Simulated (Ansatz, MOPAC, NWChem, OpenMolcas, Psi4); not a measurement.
# A ladder of methods for CH3BCl (SMILES C[B]Cl)

CH3BCl, doublet, SMILES `C[B]Cl`. Each level relaxes the structure for itself.

Quantity: the highest harmonic wavenumber at each level's own minimum, in cm⁻¹. The values are calculated.

```tsv
level	kind	program	value (cm⁻¹)
MNDO	semi-empirical	MOPAC	3319
PM6	semi-empirical	MOPAC	2766
PM6-DH2	semi-empirical	MOPAC	2757
PM6-DH2X	semi-empirical	MOPAC	2760
UHF/3-21G	Hartree–Fock	OpenMolcas	3259
UHF/6-31G* (spherical functions)	Hartree–Fock	NWChem	3278
UHF/6-31G* (Cartesian functions)	Hartree–Fock	OpenMolcas	3281
UB3LYP-D3(BJ)/6-311G**	global hybrid	NWChem	3100
UPBE0-D4/def2-TZVP	global hybrid	Ansatz	3136
UPBE0-D4/def2-TZVP (density fitting)	global hybrid	Psi4	3136
```

Harmonic and unscaled. The values span 2757 to 3319 cm⁻¹.

The highest mode must be a methyl C–H stretch, since the radical has no other bond to hydrogen and the light hydrogen mass puts this motion well above the B–C and B–Cl stretches. The ladder therefore mainly tests the stiffness of the C–H bond. Hartree–Fock makes it too stiff: without correlation, the σ bond lacks the admixture of antibonding character that lengthens it and softens its potential. The hybrids recover much of this effect and fall to 3100 and 3136 cm⁻¹, a reasonable range for a methyl group.

The semi-empirical methods don't act as one class, as MNDO gives the highest value and the PM6 family the lowest. The PM6 values near 2760 cm⁻¹ are too low for an ordinary methyl C–H stretch, which probably reflects the parametrised curvature of the potential rather than a bond weakened by the boron centre. Agreement on this mode says little about how well a method describes the unpaired electron on boron or the B–Cl bond.
